**Q:** I have Hartree-Fock results for the 62-electron ions from Sm to Os14+. I would like to check such numbers with a pocket calculator. What sizes should I carry in my head?

62-electron atom and ions, B-spline radial code 1: non-relativistic Hartree-Fock at the basis-set limit, average of configuration, point nucleus. E(Dirac) is from Dirac-Coulomb Hartree-Fock with a Fermi nucleus, averaged over nl shells. Σ p_i·p_j runs over electron pairs i < j, n(0) is the electron density at the nucleus, and the Darwin term is the electron-nucleus one.

```
species   Z  charge (e)           configuration  kinetic energy (hartree)  <Σ p_i·p_j> (hartree m_e)  ratio to kinetic energy  first-order Darwin (hartree)  n(0) (bohr⁻³)  E(Dirac) − E(non-rel.) (hartree)
     Sm  62           0            [Xe] 4f6 6s2                     10035                      -3373                  -0.3361                         878.6         169400                            -394.5
    Eu+  63           1            [Xe] 4f7 6s1                     10423                      -3526                  -0.3383                         937.2         177800                            -423.4
   Gd2+  64           2            [Xe] 4f7 5d1                     10820                      -3680                  -0.3401                         998.8         186600                            -454.0
   Tb3+  65           3                [Xe] 4f8                     11225                      -3841                  -0.3422                          1063         195600                            -486.4
   Dy4+  66           4                [Xe] 4f8                     11638                      -4002                  -0.3439                          1131         204900                            -520.6
   Ho5+  67           5   [Kr] 4d10 4f9 5s2 5p5                     12059                      -4172                  -0.3459                          1202         214500                            -556.5
   Er6+  68           6  [Kr] 4d10 4f10 5s2 5p4                     12489                      -4346                  -0.3480                          1276         224400                            -594.3
   Tm7+  69           7  [Kr] 4d10 4f11 5s2 5p3                     12927                      -4524                  -0.3500                          1354         234500                            -634.2
   Yb8+  70           8  [Kr] 4d10 4f12 5s2 5p2                     13373                      -4707                  -0.3520                          1435         245000                            -676.1
   Lu9+  71           9  [Kr] 4d10 4f12 5s2 5p2                     13828                      -4889                  -0.3536                          1519         255800                            -720.6
  Hf10+  72          10  [Kr] 4d10 4f12 5s2 5p2                     14291                      -5075                  -0.3551                          1608         266900                            -767.5
  Ta11+  73          11  [Kr] 4d10 4f13 5s2 5p1                     14763                      -5271                  -0.3570                          1700         278400                            -816.3
   W12+  74          12      [Kr] 4d10 4f14 5s2                     15244                      -5472                  -0.3590                          1796         290100                            -867.6
  Re13+  75          13      [Kr] 4d10 4f14 5s2                     15732                      -5670                  -0.3604                          1896         302200                            -922.0
  Os14+  76          14      [Kr] 4d10 4f14 5s2                     16228                      -5872                  -0.3618                          2000         314600                            -979.2
```

**A:** The kinetic energy T is of order 10⁴ hartree, and the pair term <Σ p_i·p_j> is about minus a third of it. The relativistic columns have a natural unit, α²Z⁴ hartree, with α the fine-structure constant and Z the nuclear charge; here it is of order 10³. The Darwin term is a little more than plus one unit. The net shift E(Dirac) − E(non-rel.) is about minus half a unit.

**Q:** How do I get T?

**A:** The virial theorem makes T = −E in the non-relativistic runs, so any formula for the binding energy serves. The Thomas-Fermi formula with the Scott and Schwinger terms, for a neutral atom and with nothing fitted, is

T ≈ 0.768745 Z^(7/3) − Z²/2 + 0.2699 Z^(5/3).

It lies within 0.37 % of the tabulated T in every row, since the electrons stripped from an ion were only loosely bound, and is worst at Os14+, the highest charge. Subtract k·q^(7/3) for an ion of charge q, the power that Thomas-Fermi theory gives for weak ionisation. Least squares over all rows gives k = 0.14 hartree and cuts the worst error to 0.04 %. This k also soaks up the neutral formula's own error, so treat it as a fitted number only.

**Q:** And the Darwin term?

**A:** It is a contact term, (π/2)α²Z·n(0), where n(0) is the electron density at the nucleus. The two columns are therefore one piece of information. Without relativity only s electrons reach the nucleus, each with Z³/(πn³) around a bare charge. A 1s² pair alone gives exactly α²Z⁴, and bare pairs from 1s to 5s give Σ1/n³ = 1.186 units. The table lies between these bounds, and its mean over all rows, 1.12 α²Z⁴, is good to 0.51 % of the tabulated value.

The error of that constant drifts steadily from positive at Sm to negative at Os14+, and screening accounts for it. Replace Z by Z − σ_n in each s shell and read the σ_n off the orbital densities of the Tb3+ calculation:

n(0) ≈ (2/π) Σ (Z − σ_n)³/n³, with σ = 0.36, 3.36, 9.72, 19.83, 34.84 for 1s to 5s.

The other rows, which played no part in fixing σ_n, come out within 0.12 % of n(0). A fixed screening matters less as Z grows, so the ratio creeps towards the bare sum. In Tb3+ the 1s shell supplies 88 % of n(0) and 5s under a thousandth, which is why changes of outer configuration hardly register.

**Q:** The Darwin term is positive, yet the net shift is negative. Why?

**A:** For a hydrogenic 1s electron, first-order theory gives +1/2 unit from Darwin and −5/8 from the mass-velocity term, the relativistic correction to the kinetic energy. The net is negative and a quarter of Darwin in size. In the table it is 0.45 to 0.49 of Darwin. Theory puts that down largely to the higher shells, since p, d and f electrons have a mass-velocity shift but no Darwin term, and in the higher s shells Darwin cancels a smaller part of the mass-velocity term than in 1s. The last column also holds higher orders in Zα and the change from a point to a finite nucleus, which are not separated here.

The net shift grows as Z^4.46, faster than the fourth power, and a constant times α²Z⁴ misses by up to 4.9 %. A better yardstick, which includes the higher orders for the K shell, is the exact Dirac shift of a bare 1s² pair, K = 2(γ − 1)/α² + Z² with γ = √(1 − Z²α²). The mean ratio over all rows gives net ≈ 1.82 K, within 1.6 % of the table. The ratio still climbs along the series; my guess is that the screened L and M shells gain on the K shell as Z rises.

**Q:** Why is the pair term negative, and why so large?

**A:** The recoiling nucleus of mass M adds (Σp_i)²/2M. The squares give the normal mass shift T/M and the cross terms give <Σ p_i·p_j>/M. In a determinant the direct part <a|p|a>·<b|p|b> vanishes, because p has odd parity. Exchange between electrons of like spin leaves −|<a|p|b>|², which is negative and needs orbitals whose l differ by one. It comes from the Pauli principle, not from Coulomb correlation, which these calculations lack.

Averaged over a configuration, two shells with q_a and q_b electrons give −(q_a q_b/2)·l/(4l² − 1)·J², with l the larger angular momentum and J the radial integral of p. For bare hydrogenic orbitals J is the energy gap times the dipole integral. Both J² and T then scale as Z², so the ratio is a pure number, 0.434 to 0.456 in magnitude for these configurations. That has the right sign and rough size without any fit, and the 1/Z expansion says the next correction goes as 1/Z. The pair term thus cancels about a third of the normal shift: −0.0133 against 0.0387 hartree for Tb3+ with mass number 159.

**Q:** The ratio rises in uneven steps, though.

**A:** The steps follow the 4f count. The magnitude rises by 0.0020 on average when a 4f electron takes the place of a 6s, 5d or 5p electron and by 0.0016 when the 4f count stays fixed, against about 0.0001 of rounding per step. It rises in every step, so filling 4f is only a ripple on the 1/Z trend. Exchange of 4f with the filled d shells is the coupling that theory allows; that it causes the larger steps is plausible but untested. The bare count gives 0.0026 per 4f electron, five to six times the difference between those two kinds of step, presumably because 4f is heavily screened: its mean radius in Tb3+ is 0.77 bohr, against 18/Z = 0.28 bohr around a bare charge.

Least squares over all rows, with n(4f) the number of 4f electrons, gives

|ratio| ≈ 0.4560 − 7.60/Z + 0.00040 n(4f).

It holds to 0.0003, several times the rounding, with an arch-shaped misfit, while a refit without n(4f) holds to 0.0004. Z and n(4f) rise almost together, so the constants trade against each other, and the match of the first with the bare value should not be read as physics. A flat 0.35 is good to 4 %.

**Q:** Show me a full estimate.

**A:** Take W12+, closed-shell, with Z = 74, q = 12 and n(4f) = 14. Table values are in brackets.

- T = 17673.5 − 2738 + 352.0 − 46.2 = 15241 (15244)
- |ratio| = 0.4560 − 0.1027 + 0.0056 = 0.3589, so the pair term is −0.3589 × 15241 = −5470 (−5472)
- α²Z⁴ = 1596.8, Darwin = 1.12 × 1596.8 = 1788 (1796)
- K = −470.8 (carry γ to six decimals, since two large terms nearly cancel), net = 1.82 K = −857 (−867.6)

For Tb3+, with an open 4f⁸ shell averaged over the configuration:

- T = 11230 − 1.8 = 11228 (11225)
- |ratio| = 0.4560 − 0.1169 + 0.0032 = 0.3423, pair term −3843 (−3841)
- Darwin = 1.12 × 950.6 = 1065 (1063)
- net = 1.82 × (−268.8) = −489 (−486.4)

Both rows were part of these fits. A fairer test refits the constants on Sm to Tm7+ alone and extrapolates to Os14+. The magnitudes then fall short of the table by 0.28 % for the ratio, 0.60 % for Darwin and 2.1 % for the net shift. All three err low, so the rules lag behind the trend once they leave the fitted range.

**Q:** Where should I stop trusting them?

**A:** The constants were fitted for 62 electrons and Z from 62 to 76, and they reproduce this calculation, not nature. Evaluated with Dirac orbitals, the pair term is larger in magnitude by 10.6 % in Tm7+ and 12.1 % in Ta11+, about a hundred times the rule's worst error. In those two ions the Dirac density averaged over the nucleus is about four times n(0).

The net shift leaves out the Breit interaction and QED. In Os14+ the Dirac run gives some twenty hartree for the Gaunt term and some fifteen for the self-energy, each comparable to the rule's miss there. And the rules are for totals only. An error of 0.12 % in the pair term is several hartree m_e, whereas the shift of a spectral line is a small difference between two levels, where term structure and correlation enter.
